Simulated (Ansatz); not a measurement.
## Pb2O5: pressure and energy above lowest point against volume per atom

Equation of state of a cubic crystal from periodic Kohn-Sham density functional theory without spin; pressure corrected for the finite basis. The results are calculated, by Ansatz 0.2.0 development build.

Cell of the first row (space group Pn-3m, No. 224):
```
CELL_PARAMETERS angstrom
5.49520 0.00000 0.00000
0.00000 5.49520 0.00000
0.00000 0.00000 5.49520
ATOMIC_POSITIONS crystal
Pb 0.00000 0.00000 0.00000
Pb 0.50000 0.50000 0.00000
Pb 0.50000 0.00000 0.50000
Pb 0.00000 0.50000 0.50000
O 0.50000 0.00000 0.00000
O 0.00000 0.50000 0.00000
O 0.00000 0.00000 0.50000
O 0.50000 0.50000 0.50000
O 0.75000 0.75000 0.25000
O 0.75000 0.25000 0.75000
O 0.25000 0.75000 0.75000
O 0.75000 0.25000 0.25000
O 0.25000 0.75000 0.25000
O 0.25000 0.25000 0.75000
```

Settings of every row: formula Pb2O5; structure type cubic X2O5; functional PBE; spin treatment none; k mesh 20x20x20; occupation method fermi-dirac; occupation width 0.061225619 eV; wave cutoff 420 eV; datasets soft-1 PAW; density cutoff ratio 4.

Limits: a cubic model structure, not a phase known at ambient conditions; no spin polarisation, a magnetic state may lie lower; no spin-orbit coupling with 6p elements.

```csv
row,volume per atom (Å³),pressure (GPa),energy above lowest point (meV/atom)
1,11.853,6.801,14.62
2,12.105,4.176,6.02
3,12.357,1.866,1.3
4,12.61,-0.17,0
5,12.862,-1.964,1.71
6,13.114,?,?
7,13.366,-4.941,12.77
```

Question: what pressure and energy above lowest point should row 6 give?

Worked fit of pressure. Take u = (V_r/V)^(2/3) − 1 with V_r = 12.483 Å³ an atom, which is twice the finite (Eulerian) strain; such expansions in the strain, on which the Birch-Murnaghan equation of state is built, carry the rest volume and the bulk modulus. The shown rows have u = 0.03513, 0.02071, 0.00679, -0.00673, -0.01974, -0.04454. Least squares give pressure = 0.8192 + 150.886 × u + 521.98 × u² + 853 × u³ GPa; a parabola predicts inner rows, each left out in turn, worse (root mean square 0.017 against 0.0039 GPa). The rows lie off it by 0.000, 0.000, -0.002, 0.003, -0.002, 0.000. The pressure vanishes at u = -0.0055, or V = 12.59 Å³ an atom, and there the bulk modulus at fixed shape and fractions is B = −V dP/dV = (2/3)(1 + u) dP/du = 96.3 GPa. The withheld row has u = -0.03234, so the fit gives 0.8192 + 150.886 × (-0.03234) + 521.98 × (-0.03234)² + 853 × (-0.03234)³ = -3.543 GPa.

The calculation gave -3.546 GPa. The fit lies 0.003 GPa (0.026 % of the column's range) above it; its largest miss of a shown row is 0.003 GPa.

Worked fit of energy above lowest point. Take u = (V_r/V)^(2/3) − 1 with V_r = 12.483 Å³ an atom, which is twice the finite (Eulerian) strain; such expansions in the strain, on which the Birch-Murnaghan equation of state is built, carry the rest volume and the bulk modulus. The shown rows have u = 0.03513, 0.02071, 0.00679, -0.00673, -0.01974, -0.04454. Least squares give energy above lowest point = 0.248 + 95.68 × u + 8718.3 × u² + 5794 × u³ meV/atom; a parabola predicts inner rows, each left out in turn, worse (root mean square 0.11 against 0.0039 meV/atom). All shown rows lie on it to the printed digit. Its lowest point lies at u = -0.0055, or V = 12.59 Å³ an atom, and the curvature there gives the bulk modulus at fixed shape and fractions, B = (4/9)(1 + u)² E″(u)/V = 96.5 GPa. The withheld row has u = -0.03234, so the fit gives 0.248 + 95.68 × (-0.03234) + 8718.3 × (-0.03234)² + 5794 × (-0.03234)³ = 6.08 meV/atom.

The calculation gave 6.07 meV/atom. The fit lies 0.01 meV/atom (0.068 % of the column's range) above it, one unit of the last digit.
